**Q:** I want the energy of this gallium-rich antimonide, and I have to choose a k-point mesh. My habit is to refine the mesh until two energies agree to about 1 meV per atom. Is that safe here?

**A:** It isn't, and the table contains a pair of meshes that would mislead you. Three sizes of error are worth keeping in mind. A single k point is wrong by electronvolts per atom, and a mesh with two divisions along at least two axes by tenths of an electronvolt. With four to six divisions the error drops to several millielectronvolts and then stops shrinking steadily.

Ga3Sb with 4 atoms in the cell (22.39 Å³ per atom), atoms displaced at random and cell slightly strained, then held fixed. Ansatz 0.2.0, PBE, plane-wave PAW, scalar-relativistic, no spin polarisation, cutoff 420 eV, Gaussian smearing of 0.1 eV, Gamma-centred k meshes. The reference mesh is 8×8×10; energies are extrapolated to zero smearing, and pressure is positive in compression.

```tsv
k mesh	energy less reference (meV/atom)	pressure less reference (GPa)	largest force change (eV/Å)	irreducible k points
1x1x1	1860	27.3	2.74	1
2x2x2	359	5.48	0.489	8
2x2x4	126	1.80	0.233	12
4x4x4	-5.68	-0.279	0.0825	36
4x4x6	1.38	0.218	0.0948	52
6x6x6	-6.63	0.165	0.0407	112
```

**Q:** Which pair would mislead me?

**A:** 4x4x4 and 6x6x6. Their energies differ by only 0.95 meV/atom, although the second has about three times as many irreducible k points, that is, points left after k and −k are counted once. By your rule you would stop there. Yet both lie about 6 meV/atom below the 8×8×10 reference, and 4x4x6, which stands between them, lies 1.4 meV/atom above it.

The three numbers of a mesh refer to the axes of the cell as computed, not to those of the conventional cell. With equal divisions, the points lie farthest apart along the third of these axes. The energy rises by about 7 meV/atom when only this third axis is refined, and falls by 8 when the other two follow. So the agreement of 4x4x4 and 6x6x6 doesn't show that either is converged. In chemical units, 7 meV/atom is roughly 0.7 kJ per mole of atoms. That is harmless for a large heat of reaction, but it can decide which of two competing structures seems the more stable.

**Q:** I would have no reference mesh in my own work. Could I have noticed?

**A:** Yes, from the forces. Between 4x4x4 and 6x6x6, where the energy hardly moves, one force component changes by 0.09 eV/Å. The atoms here sit away from their rest positions, so there are real forces to compare with, and the largest component in 6x6x6 is 0.36 eV/Å. A change of about a quarter of that is no sign of a converged calculation.

With the reference at hand, the forces also expose 4x4x6. It has the smallest energy error in the table, but its largest force change, 0.095 eV/Å against the reference, is slightly worse than that of the coarser 4x4x4. When a mesh is this good for one quantity and this poor for another, the good value is probably luck.

**Q:** What about the pressure? For 6x6x6 it is off by less than 0.2 GPa, which looks respectable.

**A:** The pressure is an average over three directions, and averages forgive a lot. In the same calculation the three diagonal stresses differ from the reference by +0.8, +0.5 and −0.8 GPa. Errors of opposite sign largely cancel in the mean. If you let the cell change its shape, the separate stresses drive it, and their errors no longer cancel.

**Q:** Why is the mesh so troublesome? I have heard that for semiconductors a modest one is enough.

**A:** Start from that limit. The energy contains a sum over electron levels,

$$E_\text{band}=\sum_{\mathbf k} w_{\mathbf k}\sum_n f_{n\mathbf k}\,\varepsilon_{n\mathbf k},$$

where $\varepsilon_{n\mathbf k}$ is the energy of level $n$ at the point $\mathbf k$, $f_{n\mathbf k}$ its occupation and $w_{\mathbf k}$ the weight of the point. In an insulator each band is either full or empty at every $\mathbf k$. What is summed is then a smooth, periodic function, and for such functions an even mesh is extremely efficient: the error falls exponentially with the number of divisions.

Now take the opposite limit, a metal with sharp occupations. Some bands are full in one part of k space and empty in another, and the border between the two is the Fermi surface. There $f$ jumps from full to empty. A mesh can't see where between two of its points the jump lies, so in some places it counts too much of the occupied region and in others too little. The Fermi level is shifted until the number of electrons is right, but they don't sit in quite the right levels. How large the resulting error is depends on how the points fall relative to the border, and this changes with every new mesh. The error therefore shrinks only slowly on average, and it can change sign on the way.

This also explains why energy, force and stress disagree about which mesh is good. The same misplaced occupations enter all three, but with different weights. The energy weights a level by its height, a force by how that height shifts when an atom moves, and a stress by how it shifts when the cell is strained. A cancellation in one sum need not occur in the others.

**Q:** Is this compound a metal, then? The calculation with one k point gave me a gap.

**A:** In these PBE calculations it is a metal, and that gap is the plainest failure of all. At the single point of 1x1x1 the highest filled level and the lowest empty one are 0.18 eV apart, so the calculation looks like that of a semiconductor. On the reference mesh the same two bands overlap by 3.8 eV: the top of the lower band, at one k point, lies far above the bottom of the upper band at another. Electrons then leave the high levels for the low ones, and the gap is gone.

With one point there is no other point to go to. Besides, the levels at this point have to stand for the average over all k space, which they represent badly. The table doesn't separate these two faults, but together they raise the energy by 1.9 eV/atom and produce a false pressure of 27 GPa.

**Q:** But the occupations are smeared over 0.1 eV. Isn't smearing there to remove the jump?

**A:** It replaces the jump by a slope, and that helps if the mesh can see the slope. So compare two energies: the smearing width, and the step in energy from one k point to the next across the Fermi surface. If the step is much smaller than the width, several points lie on the slope, the function is smooth on the scale of the mesh, and convergence is fast again. If the step is much larger, most points miss the slope altogether, and the metal behaves as if its occupations were sharp.

The step can be estimated by treating the outer electrons as free. Three Ga atoms give three s and p electrons each and Sb gives five, so there are 14 in a cell of $4\times22.39=89.6$ Å³. The radius of the Fermi sphere is then

$$k_\text{F}=\left(3\pi^2\,\frac{14}{89.6\ \text{Å}^3}\right)^{1/3}\approx1.7\ \text{Å}^{-1}.$$

Next comes the distance between mesh points. The reciprocal cell has the volume $(2\pi)^3/89.6$ Å$^{-3}$, and 6x6x6 divides it among 216 points. The cube root of the share of one point gives a typical spacing $\Delta k\approx0.23$ Å$^{-1}$.

A free electron has the energy $\hbar^2k^2/2m$, with $m$ its mass, so a step $\Delta k$ straight across the Fermi surface changes the energy by

$$\Delta\varepsilon\approx\frac{\hbar^2}{m}\,k_\text{F}\,\Delta k\approx7.6\ \text{eV Å}^2\times1.7\ \text{Å}^{-1}\times0.23\ \text{Å}^{-1}\approx3\ \text{eV}.$$

That is thirty times the smearing width. For this mesh the slope is practically still a jump.

**Q:** How far do you trust an estimate with free electrons?

**A:** For the order of magnitude only. The bands of the real crystal are bent and in places flatter, and the spacing differs from one direction to another. But a factor of two or three would not close a gap of thirty. The estimate tells you which limit you are in. It gives neither the size nor the sign of the error for a particular mesh.

It also doesn't mean that you need thirty times as many divisions along each axis. As the mesh grows, more points lie near the Fermi surface, some counted too high and others too low, and their errors increasingly cancel. That is why 6x6x6 is already within several meV/atom of the reference. What you don't get in this regime is an orderly approach that would let you extrapolate from two or three meshes.

**Q:** Do the calculations themselves show that the Fermi surface is to blame, or is that only theory?

**A:** They give a hint. Smearing adds an entropy-like term to the energy, and this term grows with the share of levels close to the Fermi level, each counted with the weight of its k point. It therefore reports how densely the mesh finds levels there. In 4x4x6 it agrees with the reference to about 1 %, but in the finer 6x6x6 it is a third smaller. The share of levels found near the border doesn't settle steadily as points are added, which is what the accident of position described above would produce. The term is no seal of quality, though: 4x4x6, which nearly matches the reference here, has the worst forces of the last three meshes.

A firmer test would repeat the same meshes with a much broader smearing. If the Fermi surface is to blame, the scatter should shrink once the width comes near the energy step, on the finer meshes first. Doubling or tripling the width would leave it far below the step, so little change in the energies is expected from that, and a null result there would prove nothing. An insulator taken through the same meshes would be a second control. The table has neither, so the explanation rests partly on theory.

**Q:** Could I simply smear more?

**A:** A broader smearing would make the slope easier to see, though by the estimate above it would have to grow towards an electronvolt before meshes like these resolve it. But it also occupies levels that ought to be empty, so you would exchange an error of the mesh for an error of the smearing. Extrapolating the energy to zero smearing, as was done for the table, removes the leading part of that error, but forces and stresses usually get no such correction. These calculations use a single width and can't tell you where the best compromise lies.

**Q:** And is the reference itself converged?

**A:** That is unknown, because no denser mesh is there to judge it. By the same estimate its energy step is still about 2 eV, some twenty times the smearing width, so it belongs to the same irregular regime. It may well carry an error of its own of a few meV/atom, though that is a guess. The errors of the three coarsest meshes are far too large to be affected. The last three energies are better read as differences from 8×8×10 than as distances from the exact result.

The warning survives this doubt. 4x4x4 agrees with 6x6x6, and 4x4x6 with the reference, each time to about 1 meV/atom, yet the two pairs lie some 6 to 8 meV/atom apart. Whatever the converged energy is, at least one of the two agreements is false.

**Q:** What should I do instead of waiting for two energies to agree?

**A:** First find out whether the bands overlap, and don't ask a single k point. If they do, compare at least three or four meshes and take the spread of their energies as a rough measure of the uncertainty. Here the last three meshes and the reference span 8 meV/atom, which is a more honest figure than the 1 meV/atom of the lucky pair. Then look at the forces and the separate stresses on the same meshes. If they still move while the energy stands still, don't trust the standstill, and refine the mesh further.
